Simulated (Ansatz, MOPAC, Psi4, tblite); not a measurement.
**A ladder of methods for AlNH2ClF (SMILES [NH2][Al]([F])[Cl])**

AlNH2ClF, singlet, SMILES `[NH2][Al]([F])[Cl]`. Each level relaxes the structure for itself.

Quantity: the highest harmonic wavenumber at each level's own minimum, in cm⁻¹. The values are calculated.

| level | kind | program | value (cm⁻¹) |
| --- | --- | --- | --- |
| AM1 | semi-empirical | MOPAC | 3594 |
| PM3 | semi-empirical | MOPAC | 3607 |
| MNDOD | semi-empirical | MOPAC | 3614 |
| GFN1-xTB | semi-empirical | tblite | 3443 |
| HF/STO-3G | Hartree–Fock | Ansatz | 4216 |
| HF/3-21G | Hartree–Fock | Ansatz | 3809 |
| HF/6-31G* (Cartesian functions) | Hartree–Fock | Ansatz | 3894 |
| PBE/def2-SVP | GGA | Ansatz | 3609 |
| r2SCAN-D4/def2-SVP (density fitting) | meta-GGA | Psi4 | 3688 |
| PBE0-D4/def2-TZVP | global hybrid | Ansatz | 3714 |

Harmonic and unscaled. The values span 3443 to 4216 cm⁻¹. Without the sets that lack polarisation functions the rows with a basis span only 3609 to 3894 cm⁻¹.

The highest mode is the N–H stretch of the amide group, presumably its antisymmetric combination. Hydrogen's small mass and the stiff, short N–H bond put it far above the Al–N, Al–F and Al–Cl stretches, and that mass mismatch leaves it nearly decoupled from the aluminium framework.

All three Hartree–Fock values lie above every other entry. Without electron correlation, the N–H antibonding orbitals are not populated and the potential is too steep around the minimum. Enlarging the basis does not lower the value steadily: it falls from 4216 to 3809 cm⁻¹ with 3-21G, then rises to 3894 cm⁻¹ with 6-31G*. The closeness of AM1, PM3 and MNDOD to PBE is no independent confirmation, since agreement in one stretch can arise from parametrisation.

Because the mode is so local, the spread mainly measures how each level describes an N–H bond. It does not show which level best describes the Al–N bond or the polarity of the aluminium–halogen bonds.
